## Question

The table gives the PBE gap of wurtzite ZnS when the cell is strained. Under epitaxial strain both basal directions are set and the c axis relaxes: it changes by +0.63 % at −1 % strain and by −1.15 % at +2 %. Under uniaxial strain the other sides are held.

Band gaps of wurtzite ZnS under strain, computed with Ansatz 0.2.0 (PBE, plane-wave PAW, 420 eV cutoff, 12×12×4 k mesh, no spin polarisation). The unstrained cell and, under strain, the atoms and any free axis were relaxed with r2SCAN. Strain is per length, positive for stretching, and gap changes are relative to the unstrained cell.

```tsv
strain kind	strain (%)	band gap (eV)	band gap change (eV)
epitaxial xy	-1	2.220	0.007
epitaxial xy	0.5	2.200	-0.013
epitaxial xy	2	2.098	-0.115
hydrostatic	2.5	1.888	-0.326
uniaxial x	-0.5	2.217	0.004
uniaxial z	-2.5	2.358	0.145
uniaxial z	5	1.830	-0.383
```

(a) Can the change of volume alone account for the gaps?

(b) Why does squeezing the basal plane by 1 % hardly move the gap, while stretching it by 2 % lowers the gap clearly?

(c) Why does stretching c by 5 % cost more gap than the hydrostatic expansion, which adds more volume?

## Model answer

**(a)** No. The hydrostatic row keeps the shape of the cell and loses 44 meV for each per cent of volume (logarithmic, as are all volume and c/a changes below). At this rate the epitaxial −1 % row should gain 61 meV, but it gains 7.

The deviations follow the shape of the cell. Wherever c grows relative to a, the gap lies below the volume estimate; wherever c/a shrinks, it lies above. Two effects are therefore at work, one of volume and one of shape.

The volume effect is the usual one in such semiconductors. The conduction edge at Γ is an antibonding state, mainly of Zn and S s orbitals. Longer bonds weaken the antibonding and bring this edge closer to the valence top, so the gap narrows.

The shape effect has much to do with the make-up of the valence top, which consists mainly of sulphur p states. In a hexagonal crystal these form a pair, px and py, in the basal plane, and a single pz along c. In a simple picture of the sulphur atoms alone, p orbitals at Γ that point towards one another meet with lobes of opposite sign, which raises their energy. At equal volume, a longer c relieves this for pz, while the narrower basal plane pushes the pair up towards the conduction edge. A shorter c/a lowers the pair until pz takes over the top. The gap is measured from whichever is higher. Besides splitting the p states, c/a can also shift them as a whole against the conduction edge.

**(b)** Let v be the change of volume and r the change of c/a, both in per cent. A simple model gives the gap change in meV as

- −45 v − 34 r, with the px,py pair on top (c/a longer, unchanged or only slightly shorter);
- −45 v + 21, meant for pz on top and used once c/a is shorter by more than about 0.6 %, where the two formulas meet.

The three constants were fitted to the six rows that keep hexagonal symmetry, including the two worked here. The meeting point belongs to the fit; the real exchange seems to come later, as the remarks show.

At −1 % epitaxial strain the c axis lengthens, so r = 0.63 + 1 = 1.63, while v = −1.39. The smaller volume opens the gap by 45 × 1.39 ≈ 63 meV, and the longer c/a takes back 34 × 1.63 ≈ 55 meV. About 8 meV remain, against 7 in the table. The small response is a cancellation of two sizeable effects.

At +2 % the cell has grown by 2.8 % and c/a has shrunk by 3.1 %, enough to put pz on top. The volume term is −45 × 2.8 = −126 meV, and the shape now returns only 21 meV, since pz, unlike the pair, is not expected to sink as c/a shrinks. The model gives −105 meV, the calculation −115. In tension the volume effect is left almost unopposed.

**(c)** Stretching c alone enlarges the cell and lengthens c/a, so both effects close the gap. Volume accounts for about 215 meV of the loss at the hydrostatic rate; the other 168 meV come with the change of shape. The hydrostatic row has only the volume effect.

## Remarks on the reasoning

A good answer separates what the table shows from what theory adds. The table shows that volume fails and that the deviation changes sign with c/a. The orbital characters of the edges are not printed, so the names px,py and pz come from the known valence structure of wurtzite.

How many states share the valence top can be read from the Fermi levels of the runs, which fill the levels with a Fermi–Dirac width of 20 meV. One valence state facing one conduction state puts the Fermi level at mid-gap. A degenerate pair puts it about 7 meV higher (half the width times ln 2), and other states close by add a little. The runs give 8.2 meV at epitaxial −1 % and 9.0 at +0.5 %, but only 3.3 at +2 % and 4.9 at uniaxial z −2.5 %. A pair leads in the first row and, as the similar value suggests, still in the second; a single state leads in the last two.

The fit agrees with this exchange but cannot place it: at the epitaxial +0.5 % row its two formulas differ by only 5 meV. Its typical miss is 7 meV, against 10 meV for a single valence edge that bends smoothly with c/a. When each row in turn is predicted from the others, the misses are 14 meV against 48. That test is hard on a smooth bend, though, which has to be extended far beyond the other rows to reach uniaxial z +5 %.

A candidate may assume, as in a cubic crystal, that a change of shape moves pair and pz in opposite directions about a centre that keeps its distance from the conduction edge. The fit of that version misses by 38 meV, but this does not refute it: the fit counts the epitaxial +0.5 % row as a pz row, and its largest miss falls there. Wurtzite symmetry allows c/a to shift the centre too. How much of the pair's 34 meV per per cent of c/a comes from splitting, and how much from such a common shift, stays open.

The uniaxial x row was left out of the fit because unequal strain in the basal plane splits the px,py pair. The model gives +14 meV and the table +4. A raised upper member of the pair lowers the gap in this way, and the Fermi level, only 4.3 meV above mid-gap, shows that the pair is indeed split. The size of the miss proves little, as it is no larger than the worst one within the fit.

The output after this text lists the estimates for each row. For a strained film, the practical order is to find first how far the free axis relaxes, then the volume, then c/a. The valence top seems to change character between c/a shortenings of 0.8 % (epitaxial +0.5 %) and 2.5 % (uniaxial z −2.5 %); the rows do not place it more closely. Spin–orbit coupling, absent here, splits these states by tens of meV and could move or blur that point. PBE also makes the gap itself far too small; its changes with strain are expected to be more reliable than its size.

Printed output of the fit:

```
fit of dg on 6 rows (hexa > 0): coefficient of vol -44.96 +/- 1, coefficient of dbl -33.57 +/- 2, coefficient of sgl 20.72 +/- 5.3; rms 6.53, worst uniaxial z -10.4, leave-one-out rms 14.3
  rows outside the fit (model, value, miss): uniaxial x 14.12, 4, 10.1
fit of dg on 6 rows (hexa > 0): coefficient of vol -44.26 +/- 1.6, coefficient of ca -17.86 +/- 2.4, coefficient of ca2 -3.523 +/- 0.64; rms 9.95, worst epitaxial xy 15.9, leave-one-out rms 48
  rows outside the fit (model, value, miss): uniaxial x 17.49, 4, 13.5
fit of dg on 6 rows (hexa > 0): coefficient of vol -47.26 +/- 6, coefficient of cub 65.53 +/- 28, coefficient of sgl 115.2 +/- 51; rms 38.3, worst epitaxial xy 60.2, leave-one-out rms 93.5
  rows outside the fit (model, value, miss): uniaxial x 18.22, 4, 14.2
Gap changes in meV, strains in % (logarithmic):
           row   volume      c/a  volume only  remainder  two edges  one bent edge  fixed centre
  epitaxial xy   -1.386     1.63        60.98     -53.98      7.591          22.87         29.89
  epitaxial xy   0.7351  -0.7612       -32.35      19.35     -12.34         -20.98         47.17
  epitaxial xy    2.801    -3.14       -123.3      8.258     -105.2         -102.6        -154.4
   hydrostatic    7.408        0         -326          0     -333.1         -327.9        -350.1
    uniaxial x  -0.5013   0.2506        22.06     -18.06      14.12          17.49         18.22
    uniaxial z   -2.532   -2.532        111.4      33.58      134.6          134.7         124.2
    uniaxial z    4.879    4.879       -214.7     -168.3     -383.2         -386.9        -337.2
Hydrostatic row, gap change per % of volume (meV): -44.01
Epitaxial +0.5 to +2 %, gap change per % of volume (meV): -49.38
Uniaxial z -2.5 % to epitaxial +0.5 %, gap change per % of volume (meV): -48.36
Epitaxial 0 to -1 %, gap change per % of strain (meV): -7
Epitaxial +0.5 to +2 %, gap change per % of strain (meV): -68
Change of c/a at which the two edges cross in the model (%): -0.617
```
